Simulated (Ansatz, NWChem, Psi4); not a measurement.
**N2H4 (hydrazine): methods side by side**

N2H4: 6 atoms, total charge 0, spin state singlet. SMILES: `NN`. The shape is that of a PBE0-D4/def2-TZVP optimisation. This is one conformer, not always the lowest. The run starts from this shape.

```xyz
6

N    -0.1351   -0.7017    0.1959
N     0.4473    0.5838    0.0899
H    -1.0762   -0.7376   -0.1805
H     0.4387   -1.3522   -0.3227
H     0.1039    1.1047   -0.7097
H     0.2215    1.1029    0.9271
```

Each level gives the adiabatic ionisation energy (to the doublet cation, no zero-point term) (eV). The values are calculated.

```json
{"level": "HF/STO-3G", "kind": "Hartree–Fock", "program": "Ansatz", "value (eV)": "5.49", "less CCSD(T)/cc-pVDZ": "-2.03", "CPU time (all runs)": "2.6 s"}
{"level": "HF/3-21G", "kind": "Hartree–Fock", "program": "Ansatz", "value (eV)": "6.55", "less CCSD(T)/cc-pVDZ": "-0.97", "CPU time (all runs)": "2.1 s"}
{"level": "HF/6-31G* (Cartesian functions)", "kind": "Hartree–Fock", "program": "Ansatz", "value (eV)": "6.83", "less CCSD(T)/cc-pVDZ": "-0.69", "CPU time (all runs)": "4.4 s"}
{"level": "PBE-D3(BJ)/def2-SVP", "kind": "GGA", "program": "NWChem", "value (eV)": "7.36", "less CCSD(T)/cc-pVDZ": "-0.16", "CPU time (all runs)": "3 min"}
{"level": "PBE/def2-SVP", "kind": "GGA", "program": "Ansatz", "value (eV)": "7.36", "less CCSD(T)/cc-pVDZ": "-0.16", "CPU time (all runs)": "15 s"}
{"level": "B3LYP-D3(BJ)/6-311G**", "kind": "global hybrid", "program": "NWChem", "value (eV)": "7.72", "less CCSD(T)/cc-pVDZ": "+0.20", "CPU time (all runs)": "3.4 min"}
{"level": "B3LYP/6-31G* (Cartesian functions)", "kind": "global hybrid", "program": "Ansatz", "value (eV)": "7.62", "less CCSD(T)/cc-pVDZ": "+0.10", "CPU time (all runs)": "10 s"}
{"level": "PBE0/def2-TZVPD (density fitting)", "kind": "global hybrid", "program": "Psi4", "value (eV)": "7.77", "less CCSD(T)/cc-pVDZ": "+0.25", "CPU time (all runs)": "2.1 min"}
{"level": "MP2/6-31G* (Cartesian functions)", "kind": "perturbation theory", "program": "Ansatz", "value (eV)": "7.40", "less CCSD(T)/cc-pVDZ": "-0.12", "CPU time (all runs)": "5.6 s"}
{"level": "CCSD(T)/cc-pVDZ", "kind": "coupled cluster or CI", "program": "Ansatz", "value (eV)": "7.52", "less CCSD(T)/cc-pVDZ": "0.00", "CPU time (all runs)": "2.6 min"}
```

Differences are taken from CCSD(T)/cc-pVDZ for orientation; it has basis-set and higher-order errors of its own. The values span 5.49 to 7.77 eV. Without the sets that lack polarisation functions the rows with a basis span only 6.83 to 7.77 eV. Times are those of the runs behind each value, whatever else they computed, on shared processors of several kinds: orders of magnitude only.

Hartree–Fock places the ionisation energy of hydrazine too low at every basis listed, and going from the minimal set to 6-31G* recovers only part of the gap. In that last basis MP2 raises the value from 6.83 to 7.40 eV, which points to correlation: the neutral molecule has an extra electron pair, whose correlation energy is lost on ionisation. The minimal set adds a second error, since it describes the diffuse lone pairs of the neutral less well than the more contracted cation.

The electron leaves the out-of-phase combination of the nitrogen lone pairs, which is N–N antibonding. The cation therefore flattens and gains a three-electron π bond, and this relaxation puts the adiabatic energy well below the vertical one.

The hybrids lie above the coupled-cluster value and PBE below it, but the basis changes along with the functional, so the offset can't be assigned to exact exchange alone. A larger basis would probably raise the coupled-cluster value, so the hybrids' positive deviations don't establish overestimation.
